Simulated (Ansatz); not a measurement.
## A substitution series on Si: F to Cl

Gas-phase molecules. On one Si centre that keeps NH2, n of the F ligands are replaced by Cl. The atomisation energy (no zero-point term) y in kJ/mol at CCSD(T)/CBS estimate. Shapes: PBE0-D4/def2-TZVP. Flexible molecules stand in one conformer, not always the lowest. Programs: Ansatz 0.2.0.

| molecule | n | y (kJ/mol) |
| --- | --- | --- |
| Si(NH2)F3 | 0 | 2987 |
| Si(NH2)ClF2 | 1 | ? |
| Si(NH2)Cl2F | 2 | 2592 |
| Si(NH2)Cl3 | 3 | 2397 |

Fit y = c + s·n to the known rows and predict Si(NH2)ClF2.


1. Means of the 3 rows: n = 1.66667, y = 2658.7.
2. Σ(Δn)² = 4.6667, Σ(Δn·Δy) = -918.33, so the slope is -918.33/4.6667 = -196.78.
3. Intercept: 2658.7 − (-196.78) × 1.66667 = 2986.7. The largest residual of the fit is 1.1.
4. Si(NH2)ClF2: 2986.7 + (-196.78) × 1 = 2790 kJ/mol.

The run gave 2787 kJ/mol, so the prediction is off by +3 kJ/mol, more than the largest residual. The steps are nearly additive. The slope is the difference between a Si–Cl and a Si–F bond. Other levels give for Si(NH2)ClF2: wB97X-V/def2-TZVPP 2782; B2PLYP/def2-TZVPP 2738; MP2/def2-SVP 2594 kJ/mol. Spin-orbit coupling of the free atoms (F 2, Cl 4 kJ/mol each; the atoms kept shift only the intercept) is left out. The CBS estimate extrapolates MP2 from def2-TZVPP and def2-QZVPP and adds CCSD(T) − MP2 in the triple-zeta set, cores frozen.

Each exchange of F for Cl lowers the atomisation energy by nearly the same amount, because a strong, short and highly polar Si–F bond gives way to a longer, less ionic Si–Cl bond. The compact fluorine 2p shell and the large electronegativity difference to silicon favour Si–F, probably with some help from lone-pair donation into σ* orbitals at silicon.

The first exchange costs slightly more than the later ones. This would fit mutual reinforcement of geminal Si–F bonds on a more positive silicon, but the deviation is small enough that a change in amino orientation could equally produce it. Atomic spin-orbit coupling can't be the source: its contribution is linear in n, so it would make the slope slightly steeper without bending the line. The low MP2/def2-SVP value probably reflects mainly the small basis, which recovers too little of the correlation energy gained on bonding. The slope compares whole molecules with free atoms, and so doesn't give the energy needed to break a single Si–F or Si–Cl bond.
